**Why does the Fermi level of InTe₂ sit just below a dip, and what makes the lumps in its density of states?**

I have a density of states for InTe₂ in a simple hexagonal cell: flat honeycomb nets of Te, with In between them. It comes from a PBE calculation with paired spins.

ABINIT 10.8.3, PBE with JTH PAW v2.0 datasets, without spin polarisation or spin–orbit coupling, for InTe₂ (P6/mmm, 3 atoms) in its relaxed cell. Plane-wave cutoff 462.6 eV, Fermi–Dirac smearing 0.05 eV, k-mesh 6×6×7 (8×8×10 for the density of states). Densities are per cell, both spins together, averaged over equal energy bins.

| energy from the Fermi level (eV) | density of states (states/eV) |
| --- | --- |
| -9.833 | 0.850 |
| -9.167 | 0.390 |
| -8.500 | 0.000 |
| -7.833 | 0.000 |
| -7.167 | 0.000 |
| -6.500 | 0.130 |
| -5.833 | 0.800 |
| -5.167 | 1.920 |
| -4.500 | 0.900 |
| -3.833 | 1.900 |
| -3.167 | 1.920 |
| -2.500 | 1.340 |
| -1.833 | 2.630 |
| -1.167 | 1.840 |
| -0.500 | 2.200 |
| 0.167 | 2.350 |
| 0.833 | 1.160 |
| 1.500 | 1.300 |
| 2.167 | 1.790 |
| 2.833 | 2.940 |
| 3.500 | 1.890 |
| 4.167 | 2.230 |
| 4.833 | 0.500 |
| 5.500 | 0.690 |

Three rows are exactly zero, yet the crystal is supposed to be a metal. The Fermi level lies in a high row, and the very next row drops to 1.160 states/eV. Further down there are more peaks and dips, and the curve collapses at the upper end. Is there a simple reason for this order, or do I have to take it as it comes?

**Answer**

Start with areas and leave the heights for later. The density of states says how many electron states the cell has per eV, so density times energy width is a number of states. Each band holds two electrons per cell, one of each spin. An area therefore tells you how many bands a group contains, and from that you can work out which atomic orbitals it was made from.

Now count the electrons. In brings 13 in this calculation, because its ten 4d electrons are included, and each Te brings six, which makes 25. The 4d shell of In and the 5s shells of the two Te atoms are low in energy and full, and they take 14. Eleven electrons are left for the In 5s, In 5p and Te 5p orbitals, which do the bonding.

This explains the empty rows. An s electron of Te spends more time close to the nucleus than a p electron and is bound several eV more tightly. The bands made from the two kinds of orbital are broad, but not broad enough to meet, so about 2 eV between them stays empty. The two lowest rows are most likely the top of the Te 5s group, most of which lies below the energy window. Both sides of this gap are occupied, so it has no bearing on whether the crystal conducts.

The bonding electrons face a group with twelve places. Two Te atoms have six 5p orbitals, hence six bands. In ionic language, two Te²⁻ ions need four electrons from the metal, while In³⁺ supplies three. One place per cell remains empty, so the Fermi level must fall a little below the top of the six bands.

The ionic labels are bookkeeping and should not be read as a map of the charge. In the free atoms the In 5s level lies somewhat below Te 5p, so the two mix strongly in the crystal. One In 5s and six Te 5p orbitals make seven bands, and antibonding contact should push one of them up. Six bands then remain below, the same number as before, but with In 5s character in them. The band raised out of the group may be antibonding between In and Te or between neighbouring Te atoms; the areas are the same either way.

The count can be tested on the table. Add the rows from −6.500 to −0.500 and multiply by the bin width of 0.667 eV: this gives 10.39 electrons. The next row, centred at 0.167, begins at −0.167 eV, so a strip 0.167 eV wide still lies below the Fermi level:

$$N = 10.39 + 0.167\ \text{eV}\times 2.35\ \text{eV}^{-1} \approx 10.8$$

Eleven were expected, so the sum is about 2 % low relative to that number. Nothing was fitted, but the calculation places the Fermi level so that all 25 electrons lie below it. What the sum really tests is that fourteen of them sit under the empty rows. Treating the density as flat across the row that contains the Fermi level may account for part of the miss.

Continue to the upper edge of that row, at 0.50 eV, and the running count reaches 11.95. That is close to six full bands, and there the dip begins. The closeness owes something to luck: starting from the expected eleven at the Fermi level would give about 12.2. The density falls to about half its value at the Fermi level, the lowest between −4 and 4.5 eV. I read the dip as the border between the six lower bands and those above.

A nearly even count is weak evidence by itself. The sum also comes close to an even number, six electrons, after the row at −2.500, where nothing special need happen. The band occupations of the same calculation give better support. Above the Te 5s bands, the first four bands are full, the fifth and sixth are partly filled, and the seventh holds only about 0.06 electrons per cell. The missing electron is thus a shortage in the lower six bands, as the simple count says.

The same small number shows why the border is a dip and not a gap. The seventh band starts to fill before the sixth is full, so the two overlap in energy. At one of the sampled wave vectors both are filled to the same value, just short of two electrons, a sign that they touch there. The structure makes such an overlap plausible. Each Te has three Te neighbours at 3.08 Å, longer than an ordinary Te–Te single bond but close enough for strong overlap of the p orbitals. In an endless net such overlap spreads the levels into wide bands, whereas in separate Te₂ pairs it would mainly split them into bonding and antibonding levels.

Metallic behaviour itself needs no such detail. With paired spins, 25 electrons fill twelve and a half bands, and a half-filled remainder can't leave a gap. The calculation did not test whether the odd electron would rather form a magnetic moment. Nor did it test whether the flat nets would gain energy by buckling or by pairing their Te atoms in a larger cell. Either change could reshape the region around the Fermi level.

Inside the broad group, heights depend on how steeply the bands run. A flat band packs its two electrons into a narrow range of energy and gives a peak, while a steep one spreads them thinly. The first peak, at −5.167 eV, is the easiest to interpret. The rows up to and including it hold 1.9 electrons, about one band, and the density then drops. My guess is that this is the bonding combination of In 5s with Te 5p, which should lie at the bottom of the group.

I would not look for a separate orbital behind each of the other bumps. The rows are 0.67 eV wide, and several bands run through most of them at once. Spin–orbit coupling, left out here, shifts Te 5p states by some tenths of an eV. It could move weight between neighbouring rows, so the shallow dip at −2.500 eV is not safe ground for a chemical argument.

Above the main dip I would expect the antibonding band that was pushed up and the three In 5p bands. These four bands have room for eight electrons, and the table gives 8.3 from the dip to the end of the window. That match does not confirm the labels: the calculation lists occupations for only ten bands above Te 5s, and if the density was made with about as many, the area has to end near this value whatever the orbitals are. The highest row of all, at 2.833 eV, belongs to this empty group.

Be wary of the collapse in the last two rows. A real crystal has further states there, derived from higher orbitals of both atoms, and they should help to fill the curve. A calculation includes only a finite number of bands, and the density falls once they run out. The drop comes just where ten bands above Te 5s would be used up, so it may well be an artefact.

The count also tells you what a neighbouring compound would do if the bands kept their shape. Put Sn in place of In, and the extra electron fills the last place: the Fermi level moves up to the dip, where the density is lower. Because the bands overlap, the crystal would still be a metal, though one with fewer states at the Fermi level. Put Cd there instead, and two places stay empty, so the Fermi level sinks deeper into the Te 5p group. In practice the new metal atom also shifts the bands, so this predicts the direction of the change better than its size.
